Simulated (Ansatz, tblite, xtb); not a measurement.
# A ladder of methods for C2H9AlS (SMILES [CH3][AlH-]([CH3])[SH2+])

C2H9AlS: 13 atoms, total charge 0, spin state singlet. SMILES: `[CH3][AlH-]([CH3])[SH2+]`. The shape is that of a PBE0-D4/def2-TZVP optimisation. This is one conformer, not always the lowest.

```xyz
13

C    -0.5470    1.6088   -0.4634
Al   -0.1901   -0.3227   -0.6290
C     1.6574   -0.9774   -0.4440
S    -1.0892   -1.1423    1.6364
H    -1.6080    1.8348   -0.3164
H     0.0114    2.0712    0.3576
H    -0.2426    2.1300   -1.3785
H    -1.2416   -1.2092   -1.4546
H     2.2248   -0.7661   -1.3577
H     2.1980   -0.4930    0.3759
H     1.7087   -2.0590   -0.2866
H    -0.5786   -0.1789    2.4231
H    -2.2827   -0.5310    1.5519
```

Each level gives the dipole moment (D). The values are calculated.

```
                             level            kind  program  value (D)   CPU time
                         IPEA1-xTB  semi-empirical   tblite       4.40  under 2 s
                          GFN2-xTB  semi-empirical   tblite       3.42  under 2 s
                          GFN1-xTB  semi-empirical   tblite       4.20  under 2 s
                          GFN0-xTB  semi-empirical      xtb       5.26  under 2 s
                         HF/STO-3G    Hartree–Fock   Ansatz       3.42      1.4 s
                          HF/3-21G    Hartree–Fock   Ansatz       3.42      2.1 s
                       HF/def2-SVP    Hartree–Fock   Ansatz       3.61      8.5 s
                    SVWN5/6-311G**             LDA   Ansatz       3.37       16 s
B3LYP/6-31G* (spherical functions)   global hybrid   Ansatz       3.43       15 s
B3LYP/6-31G* (Cartesian functions)   global hybrid   Ansatz       3.43       16 s
```

The values span 3.37 to 5.26 D. Sets without polarisation functions give poor dipoles. CPU times are rough (shared hosts, several kinds of processor): they show what a rung costs within a factor of a few.

The Hartree–Fock and density-functional dipoles lie close together, from 3.37 to 3.61 D, and describe a markedly polar donor–acceptor adduct of dimethylalane and hydrogen sulfide. A sulfur lone pair donates into the vacant, largely 3p acceptor orbital of aluminium. The polar Al–C and Al–H bonds, no longer coplanar, then add to the dipole of the H2S unit. The formal charges in the SMILES overstate the transfer: a full unit charge separated over the long Al–S contact would give a far larger moment, so the bond is better read as weak and dative.

GFN2-xTB falls within this group, whereas the other tight-binding models give 4.20 D or more, probably because their simpler electrostatics exaggerate the polarity of the adduct. The match between HF/STO-3G and B3LYP suggests cancelling errors in the minimal-basis density rather than an equally good description of it. The dipole does not establish how strongly H2S is bound, or whether the adduct resists loss of methane or hydrogen.
